Raise the axial ratio of this layered MgSi crystal by a tenth, at unchanged volume, and the cost is about 40 meV an atom, or 4 kJ per mole of atoms. The pressure shifts by only about 0.3 GPa. Does the energy go on rising like that of a spring when the crystal is drawn out further, does it rise more gently, or does it turn down towards a second minimum?

MgSi, CuAu (L1_0) type (P4/mmm, a = 2.908, c = 4.103 Å), strained along c at fixed volume and fractional coordinates. Ansatz 0.2.0, plane-wave DFT, LDA with PBE PAW datasets, scalar-relativistic, no spin polarisation, cutoff 420 eV, 18×18×14 k mesh, Gaussian smearing 0.15 eV. Free energies are counted from the unrelaxed starting cell; pressure is positive in compression.

| axial ratio (over its starting value) | energy change (meV/atom) | pressure (GPa) |
| --- | --- | --- |
| 0.8 | 43.3 | -0.95 |
| 0.85 | 18.8 | -1.49 |
| 0.92 | -3.9 | -2.39 |
| 0.96 | -6.6 | -2.94 |
| 1 | 0.0 | -3.29 |
| 1.05 | 17.0 | -3.54 |
| 1.1 | 40.3 | -3.57 |
| 1.2 | ? | ? |
| 1.3 | ? | ? |

The axial ratio is $c/a$ divided by its starting value, where $c$ is the cell length across the layers and $a$ the length within them. The energy change is counted from the starting cell, which was not relaxed. A negative energy therefore means only that the start was not the best shape. A negative pressure means that the cell is stretched and would contract if it were allowed to.

## 0.8 and 0.85: the way to a cubic crystal

The flattest cell in the table has $c/a=1.13$. A little further on, at $c/a=1$, the same atoms would form the cubic CsCl structure. That point lies outside the scan, but its symmetry shapes the curve on this side.

In a cubic crystal the three axes are equivalent, so a small stretch at fixed volume changes the energy by the same first-order amount whichever axis is chosen. Apply the stretch along all three axes in turn and, to first order, the crystal is back where it began. Three equal changes must then add up to zero, so each of them is zero. The energy curve is flat at the cubic point, and the same argument holds for the pressure.

The climb towards flatter cells must therefore ease off before $c/a=1$. The known rows already show the first sign of this. Measured in logarithmic strain, the curvature about 0.85 is less than a third of that about 0.96.

## 0.92 to 1: the minimum

The lowest known row is 0.96, and a parabola through the rows from 0.92 to 1.1 puts the minimum near 0.95. The energies at 0.92 and 0.96 differ by less than 3 meV an atom, so the exact position depends on how well the calculation is converged, which is not shown here. All rows keep the tetragonal symmetry, so this is the best shape along the path and need not be a stable crystal.

The starting cell has $c/a$ close to $\sqrt2$, the value at which a crystal of identical atoms would be face-centred cubic. Its twelve nearest contacts are indeed almost equal, at about 2.91 Å. But Mg and Si sit in alternate layers, which breaks the cubic symmetry, so nothing requires the energy to be flat there. The minimum lies where the eight Mg–Si contacts are slightly shorter than the four contacts between like atoms.

## 1.05 and 1.1: a softening spring

Beyond the start the energy climbs ever more steeply, as it does for a spring. The stiffness, however, is falling: the curvature about 1.05 is some 40 % below that about 0.96. On this side no cubic point lies ahead to explain it.

The pressure falls with elongation in all these rows, but it has almost levelled off by 1.1. Elongation lengthens the Mg–Si contacts and squeezes like atoms together within their layers. A plausible reading is that the longer contacts pull the cell inwards while the crowded layers push it outwards. Repulsion grows steeply at short distance, so the outward push should win in the end and turn the pressure upwards.

## A formula built on the cubic point

Let $s=\ln(c/a)$, which is zero for the cubic crystal. Because the curve is flat there, its expansion has no term linear in $s$:

$$E=E_0+A s^2+B s^3+C s^4 .$$

The four constants were fitted to the seven known energies. The pressure was fitted to the same rows with a constant, $s^2$ and $s^3$. The constants trade against one another and the cubic point lies outside the data, so $E_0$ and $A$ are not reliable values for the energy and curvature of the cubic crystal.

At ratio 1.2, which was not part of the fit, $c/a=1.693$ and $s=0.5266$. In meV an atom,

$$E\approx 79.75-3811\,s^2+12380\,s^3-9486\,s^4\approx 101 .$$

Terms of a thousand and more cancel to leave about a hundred, which is a reason for wide error bars. The last term is negative and must eventually bend the curve downwards, so the formula can serve only a short way beyond the data.

The alternative is a plain spring, a parabola in logarithmic strain. It was fitted to the rows from 0.92 to 1.1, since a spring law holds only for small strain. It gives 111 meV an atom at 1.2 and 204 at 1.3.

The forecasts take their centres from the formulas in $s$. Their ranges are judgements of the risk in extrapolating:

- **Energy at 1.2:** about 101 ± 15 meV an atom.
- **Energy at 1.3:** about 156 ± 45 meV an atom, below the spring, with no second minimum up to there.
- **Pressure at 1.2:** about −3.0 ± 0.7 GPa, so it probably turns upwards.
- **Pressure at 1.3:** about −1.4 ± 2.0 GPa, less negative again.

The withheld rows as computed:

| axial ratio (over its starting value) | energy change (meV/atom) | pressure (GPa) |
| --- | --- | --- |
| 1.2 | 93.0 | -3.04 |
| 1.3 | 163.4 | -2.10 |

## 1.2: softer than forecast

The computed energy is 93 meV an atom, inside the range but 8 below its centre. The spring is 18 too high. About 1.1 the crystal is softer than the formula allowed: the curvature there is only about half that about 1.05.

The pressure is −3.04 GPa, almost exactly as forecast, and it has turned upwards. The computed stress shows where the turn comes from. Between 1.1 and 1.2 the pressure across the axis rises from −1.2 to +0.1 GPa, while that along the axis falls from −8.3 to −9.3 GPa. The rise therefore comes from the stress across the axis, as the picture of crowding would have it. That is not proof, because the slanting Mg–Si contacts also act across the axis. If crowding is the cause, Mg is the likelier source: its atoms are closer here than in magnesium metal, while the Si atoms are still further apart than in silicon.

## 1.3: the stiffness returns

Here the computed energy is 163 meV an atom, again inside the range but now 7 above its centre. The spring overshoots by 40. The energy has risen at both new points, and no second minimum has appeared.

The two small misses have opposite signs, and together they reveal a real failure. Between 1.2 and 1.3 the formula lets the energy rise by $156-101=55$ meV an atom, whereas the computed rise is $163-93=70$. The formula has the curve already bending over, while the calculation has it steepening still, and faster than before. Good totals have hidden a wrong shape.

Symmetry shows why the formula had no firm hold here. On the flat side the climb must ease off, because a cubic point lies ahead. On the elongated side no such point is near, and the formula merely carried on the softening that it had met in the known rows. Crowding within the layers, where like atoms are now only 2.66 Å apart, is probably only part of what stiffens the crystal again. From 1.2 to 1.3 the outward push across the axis grows by 2.5 GPa, but the inward pull along the axis grows by nearly as much, 2.3 GPa.

The pressure has risen further, to −2.10 GPa. That is the forecast direction, but the formula put it 0.7 GPa too high. It served well at 1.2, but it is no safe guide this far beyond the fitted rows.

## What the curve can be used for

The fit reproduces the known energies to within about 1 meV an atom, yet it misses the new ones by 7 to 8. Closeness inside the data is thus a poor measure of safety outside them. The analysis printed below gives the fits and misses in full.

The curve also belongs to one fixed volume, and this volume suits some shapes better than others. Letting the volume of a cell relax lowers its energy by roughly $P^2V/2K$, with $P$ the pressure, $V$ the volume and $K$ the bulk modulus. If $K$ is around 50 GPa, an assumed value, the gain is about 1 meV an atom at 0.8 but about 12 at the start. Heights read from the table can therefore shift by as much as the forecasts missed. The pressures themselves carry further uncertainties. LDA tends to bind atoms too tightly, which would make the pressures too negative, and this calculation used atomic datasets made for another functional, PBE.

For another crystal of this layered type, the first step is to locate $c/a=1$, measured on the two-atom cell used here. The energy curve must be flat there, so a climb towards that point has to ease off. On the elongated side symmetry offers no such guide, and the next point has to be computed.

Printed output of the fit:

```
Shape, contacts and mean energy slope from the row before:
   row    c/a  Mg-Si contact (Å)  like-atom contact in the layer (Å)  slope (meV/atom per unit log strain)
   0.8  1.129              2.834                               3.133                                   n/a
  0.85  1.199              2.846                                3.07                                -404.1
  0.92  1.298               2.87                                2.99                                -286.8
  0.96  1.354              2.886                               2.948                                -63.44
   1.0  1.411              2.905                               2.908                                 161.7
  1.05  1.481               2.93                               2.861                                 348.4
   1.1  1.552              2.958                               2.817                                 500.9
   1.2  1.693              3.018                               2.737                                 605.7
   1.3  1.834              3.086                               2.664                                 879.5
Curvature about the rows 0.85 to 1.2 in order (meV/atom per squared log strain): 1678, 3671, 5400, 4168, 3199, 1570, 3279
fit of energy_change on 7 rows: constant 79.75 +/- 2.4, coefficient of lnca**2 -3811 +/- 228, coefficient of lnca**3 12380 +/- 1065, coefficient of lnca**4 -9486 +/- 1324; rms 0.614, worst 0.85 -0.973, leave-one-out rms 2.83
  rows outside the fit (model, value, miss): 1.2 101.2, 93, 8.17; 1.3 156.2, 163.4, -7.19
fit of energy_change on 5 rows (axial_ratio > 0.9): constant 0.05225 +/- 0.68, coefficient of t 227.3 +/- 7.1, coefficient of t**2 2092 +/- 131; rms 0.616, worst 1.05 -0.878, leave-one-out rms 2.56
  rows outside the fit (model, value, miss): 0.8 53.5, 43.3, 10.2; 0.85 18.37, 18.8, -0.43; 1.2 111, 93, 18; 1.3 203.7, 163.4, 40.3
fit of pressure on 7 rows: constant -0.251 +/- 0.07, coefficient of lnca**2 -54.4 +/- 2.6, coefficient of lnca**3 84.41 +/- 5.4; rms 0.0427, worst 0.92 -0.0643, leave-one-out rms 0.093
  rows outside the fit (model, value, miss): 1.2 -3.009, -3.04, 0.0308; 1.3 -1.425, -2.1, 0.675
Axial ratio at the minimum of the spring: 0.9471
Half-width of the energy forecast at 1.2 and 1.3 (meV/atom): 1.2 15, 1.3 45
Half-width of the pressure forecast at 1.2 and 1.3 (GPa): 1.2 0.7, 1.3 2
```
